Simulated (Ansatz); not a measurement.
# C2O3: the change of pressure and energy above lowest point with volume per atom

Equation of state of a cubic crystal from periodic Kohn-Sham density functional theory without spin; pressure corrected for the finite basis. The results are calculated, by Ansatz 0.2.0 development build.

Cell of the first row (space group Pn-3m, No. 224):
```
CELL_PARAMETERS angstrom
4.29920 0.00000 0.00000
0.00000 4.29920 0.00000
0.00000 0.00000 4.29920
ATOMIC_POSITIONS crystal
C 0.25000 0.25000 0.25000
C 0.75000 0.75000 0.25000
C 0.75000 0.25000 0.75000
C 0.25000 0.75000 0.75000
O 0.50000 0.00000 0.00000
O 0.00000 0.50000 0.00000
O 0.00000 0.00000 0.50000
O 0.50000 0.50000 0.00000
O 0.50000 0.00000 0.50000
O 0.00000 0.50000 0.50000
```

Settings of every row: formula C2O3; structure type cubic X2O3; functional PBE; spin treatment none; k mesh 13x13x13; occupation method fermi-dirac; occupation width 0.061225619 eV; wave cutoff 420 eV; datasets soft-1 PAW; density cutoff ratio 4.

Limits: a cubic model structure, not a phase known at ambient conditions; modest k-mesh, values are not fully converged in k.

| row | volume per atom (Å³) | pressure (GPa) | energy above lowest point (meV/atom) |
| --- | --- | --- | --- |
| 1 | 7.946 | 10.567 | 15.92 |
| 2 | 8.115 | 6.686 | 6.85 |
| 3 | 8.284 | ? | ? |
| 4 | 8.453 | 0.026 | 0 |
| 5 | 8.622 | -2.817 | 1.49 |
| 6 | 8.791 | -5.375 | 5.84 |
| 7 | 8.96 | -7.667 | 12.74 |

Question: what pressure and energy above lowest point should row 3 give?

Worked fit of pressure. Take u = (V_r/V)^(2/3) − 1 with V_r = 8.5375 Å³ an atom, which is twice the finite (Eulerian) strain; such expansions in the strain, on which the Birch-Murnaghan equation of state is built, carry the rest volume and the bulk modulus. The shown rows have u = 0.04903, 0.03441, 0.00665, -0.00654, -0.01932, -0.03169. Least squares give pressure = −1.4334 + 215.438 × u + 593.65 × u² + 86.3 × u³ GPa; a parabola predicts inner rows, each left out in turn, worse (root mean square 0.0018 against 0.00083 GPa). All shown rows lie on it to the printed digit. The pressure vanishes at u = 0.0065, or V = 8.454 Å³ an atom, and there the bulk modulus at fixed shape and fractions is B = −V dP/dV = (2/3)(1 + u) dP/du = 150 GPa. The withheld row has u = 0.0203, so the fit gives −1.4334 + 215.438 × (0.0203) + 593.65 × (0.0203)² + 86.3 × (0.0203)³ = 3.185 GPa.

The calculation gave 3.184 GPa. The fit lies 0.001 GPa (0.0055 % of the column's range) above it, one unit of the last digit.

Worked fit of energy above lowest point. Take u = (V_r/V)^(2/3) − 1 with V_r = 8.5375 Å³ an atom, which is twice the finite (Eulerian) strain; such expansions in the strain, on which the Birch-Murnaghan equation of state is built, carry the rest volume and the bulk modulus. The shown rows have u = 0.04903, 0.03441, 0.00665, -0.00654, -0.01932, -0.03169. Least squares give energy above lowest point = 0.373 − 113.95 × u + 8748.7 × u² + 882 × u³ meV/atom; a parabola predicts inner rows, each left out in turn, worse (root mean square 0.018 against 0.0091 meV/atom). The rows lie off it by 0.00, 0.00, 0.00, 0.00, 0.01, 0.00. Its lowest point lies at u = 0.0065, or V = 8.455 Å³ an atom, and the curvature there gives the bulk modulus at fixed shape and fractions, B = (4/9)(1 + u)² E″(u)/V = 150 GPa. The withheld row has u = 0.0203, so the fit gives 0.373 − 113.95 × (0.0203) + 8748.7 × (0.0203)² + 882 × (0.0203)³ = 1.67 meV/atom.

The calculation gave 1.67 meV/atom. The fit meets it to the printed digit.
